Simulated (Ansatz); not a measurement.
Strength of the C–Sb bond: C3H9Sb → C3H7 + SbH2

Species: C3H9Sb `C[CH](C)[SbH2]`, singlet; C3H7 (methylethyl) `C[CH]C`, doublet; SbH2 `[SbH2]`, doublet. 

Shapes, held fixed at every level: PBE0-D4/def2-TZVP. Flexible molecules stand in one conformer, not always the lowest. Programs: Ansatz 0.2.0. The zero-point and thermal change to 298 K, harmonic and unscaled (PBE0-D4/def2-TZVP), is -15.0 kJ/mol.

Question: Estimate ΔH(298 K) of this reaction.

Answer: The highest level, CCSD(T)/def2-TZVPP, gives ΔH(298 K) = +217.0 kJ/mol; the levels span +80.8 to +217.0. The column of differences is taken from that level and isn't an error. Hartree–Fock misses the correlation of the pair that is broken and comes out low. No measured value is set beside it here. Open shells run unrestricted unless RO is named. For atoms past krypton def2 sets carry core potentials with scalar relativity. Correlated rows may include outer-core shells of Sb, which these sets cover unevenly.

| level | kind | ΔH(298 K) (kJ/mol) | less CCSD(T)/def2-TZVPP |
| --- | --- | --- | --- |
| HF/def2-SVP | Hartree–Fock | +80.8 | -136.2 |
| HF/def2-TZVPP | Hartree–Fock | +85.1 | -131.9 |
| B3LYP-D4/def2-TZVPP | global hybrid | +197.5 | -19.5 |
| PBE0-D4/def2-TZVPP | global hybrid | +203.4 | -13.6 |
| wB97M-V/def2-TZVPP | range-separated hybrid | +209.4 | -7.6 |
| wB97X-V/def2-TZVPP | range-separated hybrid | +213.9 | -3.1 |
| MP2/def2-SVP | perturbation theory | +209.5 | -7.5 |
| CCSD(T)/def2-TZVPP | coupled cluster or CI | +217.0 | 0.0 |

Homolysis of the C–Sb bond is clearly endothermic, but the bond is weak beside a typical C–C or C–N single bond. The diffuse valence p orbitals of antimony overlap poorly with the compact carbon hybrid, and the long bond gains little from its modest polarity. The fragments help too: hyperconjugation with the two methyl groups stabilises the secondary alkyl radical, while SbH2 keeps a lone pair of largely s character and holds its unpaired electron in a p orbital, so it probably needs little electronic reorganisation.

Enlarging the basis moves Hartree–Fock only from +80.8 to +85.1 kJ/mol, so basis size can't account for its gap to the correlated values. The density functionals all fall below coupled cluster, with the range-separated hybrids closest. MP2 also lands near it, but in a smaller basis, so the agreement may owe something to cancellation of errors. The results don't show whether C–Sb cleavage is favoured over loss of hydrogen from antimony.
